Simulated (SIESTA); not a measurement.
# Lattice constant of the random alloy BaTi0.75Zr0.25O3 in SIESTA: functional, basis and numerical settings

A common rule of thumb says that the functional sets a computed lattice constant, with LDA short and PBE long, while basis and mesh only touch the later digits. The rows for BaTi0.75Zr0.25O3 put this to the test. The alloy is of interest for capacitors and tunable dielectrics. Its polar distortions respond strongly to volume, so an error of one per cent in the lattice constant can change the dielectric behaviour that a calculation predicts. The quantity is the cube root of the relaxed volume per five-atom cell, for a static lattice and one 20-atom arrangement per row. Differences are taken against PBE with the DZP basis, an energy shift of 0.01 Ry and a 300 Ry mesh, which gives 4.0940 Å. Experiment is not compared here.

## Set-up

The cell: 1x2x2 conventional cells of the BaTiO3 type (20 atoms: 12 O, 3 Ti, 1 Zr, 4 Ba); Ti/Zr share their sites, the best of 600 random draws by like-pair counts in two shells; start lattice by linear mixing of the end members' cells; atoms moved at random by 0.02 Å. In each row cell and atoms were relaxed at the level named, from that start or from the relaxed cell that the row names. Program: SIESTA 5.4.2; PseudoDojo 0.4.1 pseudopotentials converted to PSML; no spin polarisation, no spin-orbit coupling unless named. The same in all rows: atoms in the cell: 20.0000; composition of the cell: Ba4ZrTi3O12.

Notes on method and selection:

- A finite supercell with one arrangement stands for the random alloy; its composition is rounded to whole atoms.
- The lattice is static: no zero-point motion and no thermal expansion, which in most solids lengthen room-temperature lattice constants by a few tenths of a per cent.
- Runs that didn't converge or were made unsound on purpose aren't shown.
- SIESTA's runs with D3 are left out, since their stress has the wrong sign.
- Rows that restart from another level's relaxed cell stop once the stress is under the tolerance, so small changes are hidden.
- Runs that did not converge, have known faults or may not be shown are not listed, and runs on Ansatz's PAW sets soft_1 and soft_2 are kept to separate tables.

Columns:

- residual pressure (GPa): pressure left in the cell.
- k-mesh: k-point mesh.
- a (Å): lattice constant a of the mean conventional cell, taken as the cube root of the volume per five-atom cell.

## Numbers

| member | residual pressure (GPa) | k-mesh | a (Å) |
| --- | --- | --- | --- |
| PBE, DZP basis, shift 0.025 Ry, mesh 300 Ry, from the PBE cell, 20 atoms, 5×2×2 | −0.01 | 5×2×2 | 4.0308 |
| PBEsol, DZP basis, shift 0.01 Ry, mesh 300 Ry, from the PBE cell, 20 atoms, 5×2×2 | −0.01 | 5×2×2 | 4.0467 |
| PBE, DZP basis, shift 0.01 Ry, mesh 300 Ry, another random arrangement, 20 atoms, 5×2×2 | 0.01 | 5×2×2 | 4.1005 |
| LDA, DZP basis, shift 0.01 Ry, mesh 300 Ry, 20 atoms, 5×2×2 | 0.01 | 5×2×2 | 4.0130 |
| PBE, DZP basis, shift 0.003 Ry, mesh 300 Ry, from the PBE cell, 20 atoms, 5×2×2 | 0.01 | 5×2×2 | 4.0996 |
| PBE, DZP basis, shift 0.01 Ry, mesh 300 Ry, from the PBE cell, 20 atoms, 4×1×1 | 0.00 | 4×1×1 | 4.0971 |
| PBE, DZP basis, shift 0.01 Ry, mesh 150 Ry, from the PBE cell, 20 atoms, 5×2×2 | −0.01 | 5×2×2 | 4.0928 |
| PBE, DZ basis, shift 0.02 Ry, mesh 250 Ry, 20 atoms, 5×2×2 | 0.01 | 5×2×2 | 3.9811 |
| optB88-vdW, DZP basis, shift 0.01 Ry, mesh 300 Ry, from the PBE cell, 20 atoms, 5×2×2 | 0.01 | 5×2×2 | 4.0839 |
| LDA, SZ basis, shift 0.02 Ry, mesh 200 Ry, 20 atoms, 5×2×2 | 0.01 | 5×2×2 | ? |
| PBE, DZP basis, shift 0.01 Ry, mesh 300 Ry, 20 atoms, 5×2×2 | −0.01 | 5×2×2 | 4.0940 |

Cells marked ? are withheld until the estimate has been made.

## What drives the series

With the basis and settings of the reference held fixed, the functionals run in the order LDA, PBEsol, optB88-vdW, PBE. LDA lies 4.0940 − 4.0130 = 0.0810 Å below PBE, or 2.0 %. This is the familiar overbinding of LDA relative to gradient-corrected functionals: PBE's gradient term favours uneven densities and so weakens bonds. PBEsol has a weaker gradient term and falls between the two.

The basis matters just as much. Raising the energy shift from 0.01 to 0.025 Ry, which cuts the orbitals off at shorter radii, shrinks the PBE cell by 4.0940 − 4.0308 = 0.0632 Å. Going the other way, to 0.003 Ry, lengthens it by only 0.0056 Å. The likely mechanism is basis superposition: when an atom's own functions are too short or too few, it gains energy by moving closer to its neighbours and borrowing theirs, and this spurious attraction contracts the cell.

The DZ row, which has no polarisation functions, is the shortest shown, 4.0940 − 3.9811 = 0.1129 Å below the reference. Its energy shift of 0.02 Ry accounts for part of that, but not all: it still lies 0.0497 Å below the DZP row at 0.025 Ry, whose orbitals are cut off more tightly. A PBE calculation with this DZ basis therefore gives a smaller cell than LDA with DZP, and the usual order of the two functionals appears reversed.

The other settings matter far less. Halving the mesh cutoff to 150 Ry changes the lattice constant by −0.0012 Å and the coarser k-mesh by +0.0031 Å, although the latter hides a shorter short axis and longer long axes. The row named as another random arrangement gives +0.0065 Å. With one Zr on four B sites that are equivalent by translation, every draw has the same chemical order, so this difference probably comes from the random starting displacements and the distortions they relax into. Finer distinctions between separately started rows therefore mean little, and the effect of Ti/Zr disorder is not tested here. The rule of thumb holds for the mesh, and the k-points behave likewise, but it fails for the basis.

## Prediction

Plain estimates from the members shown:

- LDA, SZ basis, shift 0.02 Ry, mesh 200 Ry, 20 atoms, 5×2×2, mean of the 10 members shown: 4.0640 Å, standard deviation 0.041

The mean of the ten members, 4.0640 Å, is a weak starting point, because eight of them combine a DZP basis with a functional other than LDA. The DZ row is closer in kind: it has the same energy shift of 0.02 Ry and also lacks polarisation functions. Replacing PBE by LDA is then taken to cost what it costs with the DZP basis, 4.0130 − 4.0940 = −0.0810 Å, which gives 3.9811 − 0.0810 = 3.9001 Å. The lower mesh cutoff needs no correction, since even 150 Ry moves the PBE cell by only 0.0012 Å.

The step from DZ to SZ remains. A single fixed radial function per orbital increases the borrowing from neighbours, which shortens the cell. It also keeps the orbitals from adapting to the Ti–O and Zr–O bonds, which can weaken these and lengthen it. As the two effects oppose each other, no shift is applied.

No shown row changes functional and basis together, so the additivity cannot be tried on a known member. The error bar is taken from the size of the neighbouring basis step, DZP to DZ. This amounts to 0.0497 Å against the DZP row at 0.025 Ry and 0.1129 Å against the one at 0.01 Ry, with a midpoint of (0.0497 + 0.1129) / 2 = 0.081 Å. The estimate is 3.90 ± 0.08 Å.

**Committed estimate, LDA, SZ basis, shift 0.02 Ry, mesh 200 Ry, 20 atoms, 5×2×2: a = 3.90 ± 0.08 Å.**

## Outcome

| member | residual pressure (GPa) | k-mesh | a (Å) |
| --- | --- | --- | --- |
| LDA, SZ basis, shift 0.02 Ry, mesh 200 Ry, 20 atoms, 5×2×2 | 0.01 | 5×2×2 | 3.8995 |

| member | estimate | a (Å) | computed | estimate − computed | miss in error bars |
| --- | --- | --- | --- | --- | --- |
| LDA, SZ basis, shift 0.02 Ry, mesh 200 Ry, 20 atoms, 5×2×2 | committed | 3.9000 | 3.8995 | +0.0005 | 0.0 |
| LDA, SZ basis, shift 0.02 Ry, mesh 200 Ry, 20 atoms, 5×2×2 | mean | 4.0640 | 3.8995 | +0.1644 |  |

The computed value, 3.8995 Å, falls well inside the range of the estimate, 3.90 ± 0.08 Å, with a miss of 0.0005 Å. The mean of the other ten members misses by 0.1644 Å.

Starting from the DZ row served well, and the LDA–PBE difference found with the DZP basis matches the whole step to the SZ row. The step from PBE with DZ to LDA with SZ is 3.8995 − 3.9811 = −0.0816 Å, against −0.0810 Å for the functional alone with DZP. No argument visibly failed, but the assumptions were tested only as a sum. The functional's effect may differ in a small basis. It was also taken between two DZP cells that are nearly nonpolar, whereas the Ti–O bonds in the DZ and SZ cells are much more uneven. The step from DZ to SZ may offset such differences. The close agreement therefore doesn't establish that any single assumption is accurate to a thousandth of an ångström.

The result fits the picture of small bases contracting this cell. It doesn't show that borrowing of neighbours' functions is the only cause, since a minimal basis also describes the bonds themselves poorly.

## Residuals

Two members stand apart, both without polarisation functions. The farthest is LDA with the SZ basis, 4.0940 − 3.8995 = 0.1945 Å below the PBE reference with DZP. Of this, 0.0810 Å is the difference between LDA and PBE in the DZP basis. The remaining 4.0130 − 3.8995 = 0.1135 Å separates the two LDA rows and comes mainly from the poorer basis and its larger energy shift. The mesh cutoff differs as well, but the PBE test at 150 Ry suggests that this counts for little. The distortion differs too: the Ti–O bond lengths are much more uneven with SZ than with DZP, and the rows can't separate the effect of this on the volume from the direct effect of the basis.

PBE with the DZ basis comes next. Its gap to the reference, 0.1129 Å, has no contribution from the functional, and it nearly equals the gap between the two LDA rows. The likeliest reason is again the incomplete basis, with shorter orbitals adding to the contraction. Here too the Ti–O bonds are much more uneven than in the reference, so the gap compares cells in different states of distortion.

Among the PBE rows with DZP, the one at an energy shift of 0.025 Ry is the odd one out. The other five lie between 4.0928 and 4.1005 Å, while this one has 4.0308 Å. Its tightly confined orbitals are the natural cause, as functional, arrangement, mesh and k-points are those of the reference.

The closeness of the other five hides two things that the discussion before the estimate should have made clear. The first is the state of the cell. The row at 4.1005 Å, named as another random arrangement, relaxed into a polar state, with Ti and O displaced against each other along the short axis, and its total energy came out lower than that of the reference. The reference is nearly nonpolar, and the six rows started from its cell stayed so. It is a relaxed cell, but not the lowest state found.

The second is the k-mesh. The k-points were said to behave like the mesh cutoff, which is true only of the mean lattice constant. With the 4×1×1 mesh the short axis shrinks and the long axes grow, each by more than the difference between PBE and optB88-vdW, and the two changes nearly cancel in the volume. As no mesh denser than 5×2×2 is shown, the shape of the cell can't be taken as converged.

## Conclusions

For this cell, basis quality, orbital range and the distortion that the cell relaxes into have to be settled before functionals are compared. The differences between functionals with the DZP basis hold for nearly nonpolar cells; for the polar state, which came out lower in energy with PBE, no other functional is shown. With PBE and DZP, going from an energy shift of 0.003 to 0.025 Ry shortens the lattice constant by (4.0996 − 4.0308) / 4.0996 = 0.017, or 1.7 %. In a study of epitaxial films with the substrate's lattice constant held at a fixed value, that would enter as a false misfit strain of about the same size. At 0.01 Ry the shortening is only (4.0996 − 4.0940) / 4.0996 = 0.0014, or 0.14 %. The polar state is longer than the reference by (4.1005 − 4.0940) / 4.0940 = 0.0016, or 0.16 %, so the choice of state matters about as much as this last step in energy shift. For films, where single axes count, the k-mesh has to be tested on each axis and not only on the mean.

Adding the effects of functional and basis worked in the one case tried. A single success is no reason to narrow the error bar for another small-basis member.

The table spans about 5 % from shortest to longest. Zero-point motion and thermal expansion, which are left out, would typically lengthen the cell by only a few tenths of a per cent, but this still matters when a row is compared with a room-temperature measurement. Such a comparison also meets a limit of the cell itself. With one Zr atom in a 1×2×2 cell, Zr forms unbroken chains along the short axis. The rows describe this ordered compound, and to call it a random alloy claims too much.
